## Appendix: Chemical expansion of fluorite oxides from ionic radii, solved on a 12-site cell

### A.1 The general statement

In the fluorite structure MO$_2$, with cubic lattice parameter $a$, each cation has 8 anion neighbours and each anion 4 cation neighbours, all along $\langle111\rangle$ at the distance $D=\sqrt3\,a/4$. Oxygen loss from Ce$_{1-x}$Pr$_x$O$_{2-\delta}$ is taken to reduce praseodymium first. In Kröger–Vink notation,

$$\mathrm{O_O^\times+2\,Pr_{Ce}^\times\rightarrow V_O^{\bullet\bullet}+2\,Pr_{Ce}'+\tfrac12\,O_2(g)} .$$

Here $\delta$ counts vacancies per formula unit. A fraction $2\delta$ of the cation sites turns from 4+ to 3+, and a fraction $\delta/2$ of the anion sites is empty. The radius model, used for doped ceria and zirconia by Hong and Virkar (1995) and for chemical expansion by Marrocchelli, Bishop, Tuller and Yildiz (2012), sets $D=\bar r_{\rm cat}+\bar r_{\rm an}$ with site averages and gives the vacancy an effective radius $r_V$:

$$\bar r_{\rm cat}=\bar r_4+2\delta\,(r_3-r_4),\qquad \bar r_{\rm an}=r_{\rm O}+\tfrac{\delta}{2}\,(r_V-r_{\rm O}).\tag{A1}$$

The radii $r_3$ and $r_4$ belong to the ion that changes charge. The quantity $\bar r_4=(1-x)\,r({\rm Ce^{4+}})+x\,r({\rm Pr^{4+}})$ is the mean cation radius of the oxidised crystal. The isothermal linear strain, referred to the oxidised state, is $\varepsilon=[a(\delta)-a(0)]/a(0)=\alpha_C\,\delta$, with

$$\alpha_C=\frac{2\,(r_3-r_4)+\tfrac12\,(r_V-r_{\rm O})}{\bar r_4+r_{\rm O}} .\tag{A2}$$

A constant calibration factor between $a$ and the sum of radii cancels from $\varepsilon$. For a pure oxide $\bar r_4=r_4$. For praseodymium reduction (A2) holds for $0\le\delta\le x/2$.

The inputs are typical values. The Shannon (1976) radii are $r({\rm Ce^{4+}})=0.97$ Å, $r({\rm Ce^{3+}})=1.143$ Å, $r({\rm Pr^{4+}})=0.96$ Å and $r({\rm Pr^{3+}})=1.126$ Å for eightfold coordination, and $r_{\rm O}=1.38$ Å for fourfold coordination. A typical vacancy radius in ceria is $r_V\approx1.17$ Å. It is obtained by fitting the averaging rule to the lattice response of oxygen-deficient ceria, so the coefficient computed below for ceria tests nothing about ceria.

### A.2 A bond model in which the averaging is exact

Equation (A1) is an assumption about a crystal whose atoms leave their ideal sites. It becomes a theorem in the following model. Every cation site $i$ is joined to each of its 8 anion sites $j$ by a harmonic spring of stiffness $k$ and natural length $r_i+r_j$. The vacancy is kept as a pseudo-atom of radius $r_V$ with four springs. With $\mathbf n_b$ the unit vector from cation to anion on bond $b$, $\mathbf u$ the periodic site displacements and $\mathsf e'$ the traceless part of the cell strain, the bond length to first order is

$$l_b=D+d\;\mathbf n_b\!\cdot\mathsf e'\!\cdot\mathbf n_b+\mathbf n_b\!\cdot(\mathbf u_j-\mathbf u_i),\qquad E=\frac k2\sum_b\,(l_b-r_i-r_j)^2 .\tag{A3}$$

$D$ now measures the cube root of the cell volume, and $d$ is a fixed reference length close to it. The condition $\partial E/\partial D=0$ (zero pressure) reads $\sum_b(l_b-r_i-r_j)=0$. Each $\mathbf u$ enters this sum multiplied by the sum of the bond vectors at its site, which vanishes for a cube and for a tetrahedron. The shear term is proportional to $\operatorname{tr}\mathsf e'=0$, because $\sum\mathbf n\mathbf n^{T}=\tfrac83\mathsf 1$ over the eight bonds of a cation. Each cation appears in the same number of bonds, and so does each anion site. Therefore

$$D=\langle r_i+r_j\rangle_{\rm bonds}=\bar r_{\rm cat}+\bar r_{\rm an},\tag{A4}$$

whatever the arrangement of the defects and whatever the relaxations. This is Vegard's rule on both sublattices, and (A2) follows from it. Nearest-neighbour springs along $\langle111\rangle$ do not make the lattice rigid against shear, but (A4) does not depend on $\mathsf e'$. The cell is held cubic from here on.

### A.3 The smallest cell: Ce$_2$Pr$_2$O$_8\rightarrow$ Ce$_2$Pr$_2$O$_7$

The reaction needs one vacancy and two reducible cations. The conventional cell is the smallest cubic cell that holds them: 4 cation sites, 8 anion sites, 32 bonds, $x=\tfrac12$ and $\delta=\tfrac14$. Put Pr at $(0,0,0)$ and $(\tfrac12,\tfrac12,0)$, Ce at $(\tfrac12,0,\tfrac12)$ and $(0,\tfrac12,\tfrac12)$, and the vacancy at $(\tfrac14,\tfrac14,\tfrac14)$. Take $d=r({\rm Ce^{4+}})+r_{\rm O}=2.35$ Å, write $D=d+s$, and define the mismatches $c=r({\rm Pr})-r({\rm Ce^{4+}})$ and $v=r_V-r_{\rm O}$. The equilibrium equations are linear, so the responses to $c$ and to $v$ add.

**Cation mismatch.** The Pr ions fill the planes $z=0$ and the Ce ions the planes $z=\tfrac12$. Every anion site, the vacant one included, has two neighbours in each kind of plane and moves along $z$ by $w$, counted positive away from the Pr plane. A bond makes a cosine $1/\sqrt3$ with $z$, so the energy per anion site is

$$E_c=\frac k2\Big[2\Big(s+\frac{w}{\sqrt3}-c\Big)^2+2\Big(s-\frac{w}{\sqrt3}\Big)^2\Big].$$

Both brackets vanish at

$$s_c=\frac c2,\qquad w=\frac{\sqrt3}{2}\,c .\tag{A5}$$

Every bond reaches its natural length and no energy is stored.

**Vacancy mismatch.** With $c=0$ the cell has space group $P\bar43m$. All eight anion sites lie on special positions without a free coordinate. The four cations are the four neighbours of the vacancy and can move only along their $\langle111\rangle$ line to it, by $u$, counted positive towards the vacancy. The eight bonds of a cation make cosines $1$ (the vacancy), $-1$ (one bond), $+\tfrac13$ (three) and $-\tfrac13$ (three) with that line. Let the vacancy spring have stiffness $\kappa k$, with $\kappa=1$ for the model of A.2. The energy per cation is

$$E_v=\frac k2\Big[\kappa\,(s-u-v)^2+(s+u)^2+3\Big(s-\frac u3\Big)^2+3\Big(s+\frac u3\Big)^2\Big].$$

The two stationarity conditions are

$$\kappa\,(s-u-v)+7s+u=0,\qquad -\kappa\,(s-u-v)+s+\tfrac53u=0 .$$

Their sum gives $u=-3s$, and the first condition then gives

$$s_v=\frac{\kappa\,v}{4\,(1+\kappa)},\qquad u=-3s_v .\tag{A6}$$

$E$ is a convex quadratic form, so this symmetric stationary point is a minimum in the full space of displacements. Since the solution (A5) leaves no spring stretched, (A5) and (A6) add for any $\kappa$.

For $\kappa=1$, $s_v=v/8$ and $u=-3v/8$. The eight bonds of a cation change by $v/2$ (vacancy), $-v/4$ (opposite bond), $v/4$ (three bonds) and $0$ (three bonds), and the mean of these is $v/8$. With the cations pinned at $u=0$ the minimum is again at $s=v/8$. Relaxation lowers the energy of the cell from $\tfrac74kv^2$ to $kv^2$ and leaves the lattice parameter untouched, as (A4) requires.

**Comparison.** The cell gives $D=d+c/2+v/8$. On reduction $c$ grows by $r_3-r_4$ and $v$ is switched on, so

$$\Delta D=\tfrac12\,(r_3-r_4)+\tfrac18\,(r_V-r_{\rm O})=\tfrac14\Big[2\,(r_3-r_4)+\tfrac12\,(r_V-r_{\rm O})\Big],\tag{A7}$$

which is $\delta=\tfrac14$ times the numerator of (A2). The oxidised length $d+c/2$ equals $\bar r_4+r_{\rm O}$ at $x=\tfrac12$, which is the denominator.

**Numbers.** The digits in this paragraph are the model's arithmetic on the inputs, and A.5 shows how many of them carry meaning. Oxidised: $c=-0.010$ Å and $D=2.345$ Å. Reduced: $c=0.156$ Å, $v=-0.21$ Å, $s_c=0.078$ Å, $s_v=-0.02625$ Å and $D=2.40175$ Å, with $w=0.135$ Å and $u=0.079$ Å. Then $\Delta D=0.05675$ Å, $\varepsilon=0.0242$ and $\alpha_C=\varepsilon/\delta=0.0968$. Equation (A2) gives $0.227/2.345=0.0968$.

### A.4 Ce$_{0.9}$Pr$_{0.1}$O$_{2-\delta}$

One Ce$_2$Pr$_2$O$_8$ cell and four Ce$_4$O$_8$ cells make Ce$_{18}$Pr$_2$O$_{40}$, with $x=0.1$ and 160 bonds. Removing one oxygen gives $\delta=0.05=x/2$, the end of the praseodymium range. If $m=0$, 1 or 2 of the four neighbours of the vacancy are Pr, there are $m$ Pr–V, $4-m$ Ce–V, $16-m$ Pr–O and $140+m$ Ce–O bonds. In the mean natural length $m$ cancels:

$$D=\frac{16\,r({\rm Pr^{3+}})+144\,r({\rm Ce^{4+}})+156\,r_{\rm O}+4\,r_V}{160}=2.36035\ \text{Å}.$$

The oxidised value is $\bar r_4+r_{\rm O}=0.969+1.38=2.349$ Å. The difference, $0.01135$ Å, is one fifth of the value in the small cell. In the model, association of Pr$'_{\rm Ce}$ with the vacancy does not alter the expansion. The strain is $0.48$ %, and the lattice parameter grows by $0.026$ Å from the model's $a(0)=5.425$ Å.

Beyond $\delta=x/2$ cerium is reduced. If the two ranges do not overlap, the strain relative to the same oxidised state is $\varepsilon=\alpha_{\rm Pr}\,x/2+\alpha_{\rm Ce}\,(\delta-x/2)$, where both coefficients carry the denominator $2.349$ Å. The slope rises by 6 % at the kink, and $\varepsilon=1.0$ % at $\delta=0.10$.

The table also holds cubic Zr$_{1-y}$Y$_y$O$_{2-y/2}$, a doped form of the high-permittivity dielectric ZrO$_2$. There $\delta=y/2$ is set by doping, and the reference state is cubic ZrO$_2$ by extrapolation. The counting is the same. Its typical inputs are $r({\rm Zr^{4+}})=0.84$ Å, $r({\rm Y^{3+}})=1.019$ Å and a vacancy radius $r_V\approx0.99$ Å, likewise fitted to its host.

| System and cation change | $2(r_3-r_4)$ (Å) | $\tfrac12(r_V-r_{\rm O})$ (Å) | $\bar r_4+r_{\rm O}$ (Å) | model $\alpha_C$ | cancelled (%) |
|---|---|---|---|---|---|
| CeO$_{2-\delta}$, Ce$^{4+}\to$ Ce$^{3+}$ | 0.346 | −0.105 | 2.350 | 0.103 | 30 |
| $x=0.1$, $\delta<0.05$, Pr$^{4+}\to$ Pr$^{3+}$ | 0.332 | −0.105 | 2.349 | 0.097 | 32 |
| $x=0.1$, $\delta>0.05$, Ce$^{4+}\to$ Ce$^{3+}$ | 0.346 | −0.105 | 2.349 | 0.103 | 30 |
| zirconia, Zr$^{4+}\to$ Y$^{3+}$ | 0.358 | −0.195 | 2.220 | 0.073 | 54 |

The last column is the share of the cation term that the vacancy term removes. Using $r({\rm Pr^{4+}})$ in place of $\bar r_4$ in the denominator would raise the second entry by only $0.4$ %, since the two tetravalent radii are close. The choice of the reduced ion in the numerator matters more. The sign of $\alpha_C$ reverses when $r_{\rm O}-r_V>4\,(r_3-r_4)$, that is for $r_V<0.716$ Å with the Pr radii.

The coefficient translates into a defect relaxation volume. The volume per formula unit is $\Omega=a^3/4=39.9$ Å$^3$, and $\Delta V/V=3\alpha_C\delta$ with $\delta$ vacancies per formula unit gives $3\alpha_C\Omega=11.6$ Å$^3$ per oxygen removed. The model divides this into $8.5$ Å$^3$ for each Pr$'_{\rm Ce}$ and $-5.4$ Å$^3$ for the vacancy. The division rests on the tabulated cation radii. Raising all trivalent radii by $\eta$ and lowering $r_V$ by $4\eta$ leaves (A2) unchanged, so only the neutral combination is fixed by the strain.

### A.5 What the exactness depends on

**Linearised geometry.** A relative displacement $u_\perp$ normal to a bond lengthens it by $u_\perp^2/2D$. The longitudinal terms still sum to zero, so to second order $D=\langle r_i+r_j\rangle-\langle u_\perp^2\rangle/2D$. For the anion shift $u_\perp^2=\tfrac23w^2=\tfrac12c^2$ on all bonds. For the cation shift $u_\perp^2=\tfrac89u^2$ on six bonds of eight. The cross term is odd in the anion shift, which has opposite signs above and below each cation, and it sums to zero over the eight bonds. Hence, in the cubic cell,

$$D\simeq d+\frac c2+\frac v8-\frac{c^2}{4D}-\frac{u^2}{3D}.\tag{A8}$$

With $D=2.40$ Å the two corrections are $0.0025$ Å and $0.0009$ Å, together 6 % of $\Delta D$, and they lower $\alpha_C$ of this cell by $0.006$. For the cation mismatch alone the exact geometry, with bonds of $2.506$ Å and $2.35$ Å in a cubic cell, gives $D=2.4255$ Å against the linear $2.428$ Å, in line with the first correction. The term depends on the arrangement of the defects. A fitted $r_V$ absorbs the part of it that is linear in $\delta$.

**Equal stiffness.** For $\kappa\ne1$ the weighted bond vectors at a cation no longer cancel, and relaxation couples to the strain. Equation (A6) differs from the pinned result $s=\kappa v/(\kappa+7)$ unless $\kappa=1$ or $\kappa=0$. Read through (A7), the cell shows an apparent radius $r_V^{\rm eff}-r_{\rm O}=2\kappa v/(1+\kappa)$. At $\kappa=0$, where the four springs are simply cut, $r_V^{\rm eff}=r_{\rm O}$ and the vacancy causes no strain, because an unstressed network does not respond to the loss of bonds. The contraction therefore comes from forces that the springs only stand in for, chiefly the change in the balance of Coulomb and short-range forces around the empty site.

**Local structure.** The model moves the cations towards the vacancy. In fluorite oxides the typical pattern has the opposite sign for the cations: they move away from the effectively positive vacancy, while the six nearest oxygen ions move towards it. The sum $r_{\rm cat}+r_V$ is thus not a cation–vacancy distance. The radius $r_V$ encodes the net long-range contraction per vacancy and is specific to the host and to the radius set.

**Inputs.** A change of $0.005$ Å in $r_3-r_4$, the rounding of the tetravalent radii, shifts $\alpha_C$ by $0.004$. An assumed uncertainty of $0.02$ Å in $r_V$ shifts it by $0.004$ as well. The counting further requires that the two electrons left by each oxygen localise on cations and that the anion sublattice keeps its fluorite connectivity.

These shifts are comparable with the gap between the Pr and Ce rows of the table. The model's coefficient for Ce$_{0.9}$Pr$_{0.1}$O$_{2-\delta}$ is therefore $\alpha_C\approx0.10$ in both ranges. In the praseodymium range it consists of a cation expansion of $0.14$, from which the vacancy term removes about a third.